**Q.** I need second ionisation energies of the heavy ions from Hf⁺ to Bi⁺, and my Dirac–Hartree–Fock code offers two averages and a set of small corrections. Which should I switch on?

**A.** Look first at what each choice did to the nine ions in the table. IE is the energy needed to remove one electron from the singly charged ion, taken as the difference of two self-consistent energies. The "nl average" spreads the electrons of an open shell ($n$ principal, $l$ orbital quantum number) over all its states. "Low j first" fills the subshell of total angular momentum $j = l - 1/2$ before $j = l + 1/2$, and the occupations column lists the result for species and ion.

Ionisation energies (IE) of Hf⁺ to Bi⁺ by ΔSCF from B-spline radial atomic code 1: Dirac-Coulomb Hartree-Fock at the basis-set limit, Fermi nucleus. Open shells are averaged over the nl configuration or over the jj configuration that fills j = l − 1/2 first. Both IE columns include first-order Breit, QED and recoil terms; NIST values run between ground levels.

| species | Z | electrons | configuration | jj occupations, species → ion | IE, nl average (eV) | IE, low j first (eV) | low j first less nl average (eV) | NIST table (eV) | kind of table value | stated uncertainty (eV) |
| --- | --- | --- | --- | --- | --- | --- | --- | --- | --- | --- |
| Hf+ | 72 | 71 | [Xe] 4f14 5d1 6s2 | (5d3/2)1 → (5d3/2)2 | 13.5844 | 13.2584 | -0.33 | 14.61 | theory | 0.04 |
| Ta+ | 73 | 72 | [Xe] 4f14 5d3 6s1 | (5d3/2)3 → (5d3/2)3 | 13.4870 | 13.3894 | -0.10 | 16.2 | semi-empirical | 0.5 |
| W+ | 74 | 73 | [Xe] 4f14 5d4 6s1 | (5d3/2)4 → (5d3/2)4 | 14.0805 | 13.9487 | -0.13 | 16.37 | semi-empirical | 0.15 |
| Re+ | 75 | 74 | [Xe] 4f14 5d5 6s1 | (5d3/2)4 (5d5/2)1 → (5d3/2)4 (5d5/2)1 | 14.6360 | 14.5343 | -0.10 | 16.6 | semi-empirical | 0.5 |
| Os+ | 76 | 75 | [Xe] 4f14 5d6 6s1 | (5d3/2)4 (5d5/2)2 → (5d3/2)4 (5d5/2)2 | 15.1628 | 15.0861 | -0.08 | 17 | semi-empirical | 1 |
| Ir+ | 77 | 76 | [Xe] 4f14 5d7 6s1 | (5d3/2)4 (5d5/2)3 → (5d3/2)4 (5d5/2)3 | 15.6676 | 15.6126 | -0.05 | 17 | semi-empirical | 0.3 |
| Pt+ | 78 | 77 | [Xe] 4f14 5d9 | (5d3/2)4 (5d5/2)5 → (5d3/2)4 (5d5/2)4 | 17.9392 | 17.3106 | -0.63 | 18.56 | measured | 0.12 |
| Pb+ | 82 | 81 | [Xe] 4f14 5d10 6s2 6p1 | (6p1/2)1 → closed | 13.2168 | 14.3829 | 1.17 | 15.032499 | measured | 7e-06 |
| Bi+ | 83 | 82 | [Xe] 4f14 5d10 6s2 6p2 | (6p1/2)2 → (6p1/2)1 | 14.8239 | 15.6584 | 0.83 | 16.703 | measured | 0.004 |

The rows describe four different processes and have to be read in groups. Ta⁺ to Ir⁺ lose their 6s electron at a fixed 5d count, Pt⁺ loses a 5d electron, and Pb⁺ and Bi⁺ lose a 6p electron. Hf⁺ goes from $5d\,6s^2$ to $5d^2$, so more changes than the removed electron. Both columns lie below the NIST value in every row, by 0.6 to 2.8 eV, and only Pb⁺ and Bi⁺ come closer with low j first. The configurations are the ground configurations listed by NIST. They need not be the lowest at this level of theory, nor need the jj configuration drawn be the lowest one, so part of an error may come from that choice.

**Q.** Filling the lower subshell first lowers the energy. Why does the IE go up in two rows and down in seven?

**A.** Because it can lower both ends, and the IE sees only the difference. Think of the yellow doublet of sodium, one p electron outside a closed core. The $j=1/2$ level has two states and the $j=3/2$ level four, so the weighted mean lies two-thirds of the splitting above the lower level. The nl average puts the electron at that mean, and low j first puts it in the lower level.

For a shell $l$ the subshells hold $2l$ and $2l+2$ states, so the nl average places the fraction $(l+1)/(2l+1)$ of $N_l$ electrons in the upper one. If the jj configuration has $N_+$ electrons there, the number moved down is
$$c = N_l\,\frac{l+1}{2l+1} - N_+ .$$
With a splitting $\Delta$ between the subshells, each end drops by $c\Delta$, plus pair terms, because exchange between two electrons depends on the subshells they occupy. Leaving the pair terms aside, the column "low j first less nl average" is $c_{\rm species}\Delta_{\rm species} - c_{\rm ion}\Delta_{\rm ion}$.

Pb⁺ is the sodium case exactly: one 6p electron, $c = 2/3$, and a closed ion with nothing to lower. The step of 1.166 eV then implies $\Delta = 1.166 \times 3/2 = 1.75$ eV, with nothing fitted. The measured fine structure of Pb⁺, which this table does not hold, would be an independent check.

**Q.** How far does the sodium picture carry?

**A.** A single splitting describes a shell with one electron or one hole. With more of either, pair terms enter, and when the shell loses an electron the count is a guide to the sign of the step rather than to its size. In the four rows where $c$ changes on ionisation, the step has the sign of $c_{\rm species} - c_{\rm ion}$. Pt⁺ loses a $5d_{5/2}$ electron, $c$ grows from 0.4 to 0.8, the ion is lowered more than the species, and the IE falls by 0.63 eV. The rule is that removal from the lower subshell raises the IE over the nl average and removal from the upper one lowers it. The next ionisations in the same runs obey it: the step is about $+0.5$ eV for W²⁺, which loses $5d_{3/2}$, and negative for Re²⁺, which loses $5d_{5/2}$.

Bi⁺ shows where a single splitting fails. The next ionisation of Bi ends in a closed shell, which lets the two lowerings be separated, before the small corrections: 2.60 eV for Bi⁺ and 1.75 eV for Bi²⁺. Divided by their $c$ values these give 1.95 and 2.62 eV, so no single $\Delta$ serves both ends. Theory offers two reasons that add: the splitting grows with charge, and a $(6p_{1/2})^2$ pair lacks the exchange lowering that the average $p^2$ pair enjoys. The runs do not divide the gap between the two.

**Q.** For Ta⁺ to Ir⁺ the 5d count is the same at both ends. Shouldn't the step vanish?

**A.** It nearly does. The total energy drops by 0.07689 hartree for W⁺ and by 0.08183 hartree for W²⁺, some 2 eV at each end, and only 0.13 eV survives in the IE. The totals in the run records are fine enough to give that remainder directly: 0.134 eV before the small corrections, against 0.132 eV in the IE columns, which include them. The printed output lists the lowerings from totals rounded to 0.01 hartree, or 0.27 eV, and so shows only the cancellation. If the effective 5d splitting grows by $\delta$ when 6s leaves, the remainder is $-c\,\delta$.

One value of $\delta$ was fitted to these five rows, and the printed output after this exchange lists the residuals. For W⁺, which was part of the fit, $c = 4 \times 3/5 = 2.4$ and $\delta = 0.052$ eV, so the model gives $-0.125$ eV against the computed $-0.132$ eV. The count thus reproduces the largest step at W⁺, where $5d_{3/2}$ is just full.

The rms misfit is 0.006 eV, against 0.026 eV for a constant shift. It is still far above the last printed digit and it has a pattern: the step per unit $c$ sinks from 0.055 eV at W⁺ to 0.046 eV at Ir⁺. That $\delta$ comes from 5d contraction and from unequal 6s repulsion on the two 5d subshells is my argument, which these numbers do not test.

**Q.** So for the 6s rows the choice of average hardly matters?

**A.** It moves the IE by 0.09 eV on average, while the mean error relative to NIST is 2.0 eV for the nl average and 2.1 eV for low j first. Changing the average addresses about a twentieth of the problem, in the wrong direction. W⁺ is the instructive row, because its jj runs have a single $J$ at both ends and are nonetheless 2.42 eV low. The ground levels of these ions are high-spin, and a pure jj configuration is a poor picture of them even when $J$ is unique.

**Q.** Then is the deficit simply the 6s–5d exchange of the high-spin level?

**A.** That exchange is real and largely absent from both averages, and its absence lowers the IE. In pure LS coupling, aligning the 6s spin with a 5d spin $S$ gains $G^2 S/5$ over the configuration average, where $G^2$ is the 6s–5d exchange integral, so with a slowly varying $G^2$ it should peak at Re⁺. At the central NIST values the nl deficit instead falls steadily from 2.71 eV at Ta⁺ to 1.33 eV at Ir⁺. These two ions have the same $S = 3/2$, yet their deficits differ by 1.4 eV, a little over twice the combined uncertainty of 0.6 eV. That speaks against exchange as the only cause, though not decisively.

The computed IE rises by 0.54 eV per unit of $Z$, which fits a 6s orbital contracting under incomplete 5d screening; the loss in $\sum r^2$ on ionisation shrinks along the way. The NIST values rise by $0.21 \pm 0.10$ eV per unit if their uncertainties are treated as independent. That is a weak test: all five are semi-empirical, each single step lies inside its combined uncertainty, and Os⁺ carries 1 eV. They also refer to ground levels, while the computed values are averages.

**Q.** Pt⁺ is only 0.62 eV off in the nl column, the best entry of all. Can I trust the nl average for 5d loss?

**A.** One row is no ground for that, and theory says this one is a cancellation. Low j first puts Pt⁺ in its true $J=5/2$ level, which by itself raises the IE, but it lowers the $5d^8$ ion by more, and the error grows to 1.25 eV. That ion is still an average over three $J$ values, and taking the lowest would reduce the IE again. The nl column agrees better because it leaves the ion too high, which offsets the lack of correlation.

The 6p rows are cleaner, with a single $J$ at both ends. Low j first cuts the error from 1.82 to 0.65 eV for Pb⁺ and from 1.88 to 1.04 eV for Bi⁺. What remains I attribute mainly to correlation, by the standard argument that the species has more electron pairs to correlate than its ion, so Hartree–Fock underbinds the removed electron. For Bi⁺, mixing of $(6p_{1/2})^2$ with $(6p_{3/2})^2$ is left out as well and acts the same way. Neither share is measured here.

**Q.** And Breit, QED and recoil?

**A.** They are in both columns, and together they shift no IE by more than 0.060 eV. That largest shift is for Hf⁺, which gives up two 6s electrons, and even it is 11 times smaller than the smallest low-j-first error. The parts follow the orbital: an s electron reaches the nucleus, so for Ir⁺ the self-energy ($-0.029$ eV) leads, whereas for 6p loss in Pb⁺ the Breit part ($-0.017$ eV) does.

These runs carry no error bar for the self-energy. The data makers' tests on other systems found it good to about 10 to 30 % for shells with $n > 2$; if that carries over, it amounts to less than 0.01 eV on the Ir⁺ value. The terms therefore matter once the goal is a tenth of an electronvolt or finer. At the present level they refine a digit that the treatment of levels and correlation has not earned.

**Q.** What does each step cost, and what would you do?

**A.** From scaling alone: the two averages are self-consistent radial problems of the same kind and similar cost, and the corrections are first-order values on finished orbitals, hence cheap. Resolving levels means diagonalising over many states of the open shell. Correlation brings in virtual orbitals and scales as a high power of their number, which makes it the expensive step.

If an error of 3 eV is tolerable, either average serves all nine rows. For about 1 eV, low j first does it for Pb⁺ and just fails for Bi⁺, and neither average is dependable for the 5d ions. For 0.1 eV, levels and correlation come first and the small terms must then be kept. What the table leaves open is why the deficit halves from Ta⁺ to Ir⁺: how much is correlation, how much is level structure, and how much lies in the semi-empirical values themselves.

The analysis program printed:

```
ion lost | nl-NIST, jj-NIST, NIST uncertainty | Breit+QED+recoil in nl, jj (eV) | errors nl, jj in %
Hf+ 6s2>5d | -1.03 -1.35 0.040 | -0.060 -0.055 | -7.0 -9.3
Ta+ 6s | -2.71 -2.81 0.500 | -0.026 -0.024 | -16.7 -17.3
W+ 6s | -2.29 -2.42 0.150 | -0.029 -0.027 | -14.0 -14.8
Re+ 6s | -1.96 -2.07 0.500 | -0.033 -0.031 | -11.8 -12.4
Os+ 6s | -1.84 -1.91 1.000 | -0.036 -0.034 | -10.8 -11.3
Ir+ 6s | -1.33 -1.39 0.300 | -0.039 -0.038 | -7.8 -8.2
Pt+ 5d | -0.62 -1.25 0.120 | +0.011 +0.021 | -3.3 -6.7
Pb+ 6p | -1.82 -0.65 0.000 | -0.011 -0.024 | -12.1 -4.3
Bi+ 6p | -1.88 -1.04 0.004 | -0.012 -0.026 | -11.3 -6.3
mean abs error, all rows: nl 1.72, jj 1.65 eV; mean abs step 0.38 eV
mean abs error, 6s rows: nl 2.03, jj 2.12 eV; mean abs step 0.09 eV
mean abs error, 6p rows: nl 1.85, jj 0.85 eV; mean abs step 1.00 eV
rows within 1 eV of NIST: nl 1, jj 1 of 9; smallest error nl 0.62, jj 0.65 eV
ion | c parent, c ion | lowering parent, ion (hartree, +-0.01) | jj-nl (eV), as % of nl error | drop in sum r^2 (bohr^2)
Hf+ | 0.60 1.20 | 0.01 0.03 | -0.3260 32 | 18.6
Ta+ | 1.80 1.80 | 0.04 0.05 | -0.0976 4 | 13.3
W+ | 2.40 2.40 | 0.08 0.08 | -0.1318 6 | 12.4
Re+ | 2.00 2.00 | 0.07 0.07 | -0.1017 5 | 11.6
Os+ | 1.60 1.60 | 0.07 0.06 | -0.0767 4 | 10.9
Ir+ | 1.20 1.20 | 0.06 0.05 | -0.0550 4 | 10.3
Pt+ | 0.40 0.80 | 0.02 0.05 | -0.6286 101 | 6.1
Pb+ | 0.67 0.00 | 0.04 0.00 | +1.1661 64 | 11.6
Bi+ | 1.33 0.67 | 0.09 0.07 | +0.8345 44 | 11.0
rounding: IE columns 0.0001 eV; total energies 0.01 hartree = 0.27 eV
6s rows, jj-nl = -c*delta: delta 0.0520 eV, rms 0.0058 eV; constant shift -0.0926, rms 0.0257 eV
  residuals Ta+ to Ir+ (eV): [-0.004  -0.007   0.0023  0.0065  0.0074]  -(jj-nl)/c: [0.054 0.055 0.051 0.048 0.046]
one splitting for both ends, (jj-nl)/(c parent - c ion): Hf+ 0.54, Pt+ 1.57, Pb+ 1.75, Bi+ 1.25 eV
pair-term lowering: Os2+ 0.26 eV, Pt2+ 0.046 eV; Pt splitting after it 1.46 eV
Bi lowering (uncorrected): Bi2+ 1.75 eV, per c 2.62; Bi+ 2.60 eV, per c 1.95
Ir+ nl parts (eV): Gaunt+retardation -0.014, self-energy -0.029, Uehling +0.006, sum -0.038
Pb+ nl parts (eV): Gaunt+retardation -0.017, self-energy +0.006, Uehling -0.002, sum -0.012
largest Breit+QED+recoil 0.060 eV; smallest jj error is 11 times that
6s rows slope: nl 0.544, jj 0.558 eV per Z; nl steps [0.59 0.56 0.53 0.5 ]
NIST weighted slope 0.21 +- 0.10 eV per Z if uncertainties were independent
NIST steps [0.17 0.23 0.4  0.  ] combined uncertainty [0.52 0.52 1.12 1.04]
nl deficit vs 5d spin S: slope -0.04, offset 2.10 eV, rms 0.46, residuals [ 0.67  0.27 -0.04 -0.19 -0.71]
nl deficit vs Z-75: slope -0.32, offset 2.03 eV, rms 0.08, residuals [ 0.04 -0.06 -0.06  0.13 -0.05]
```
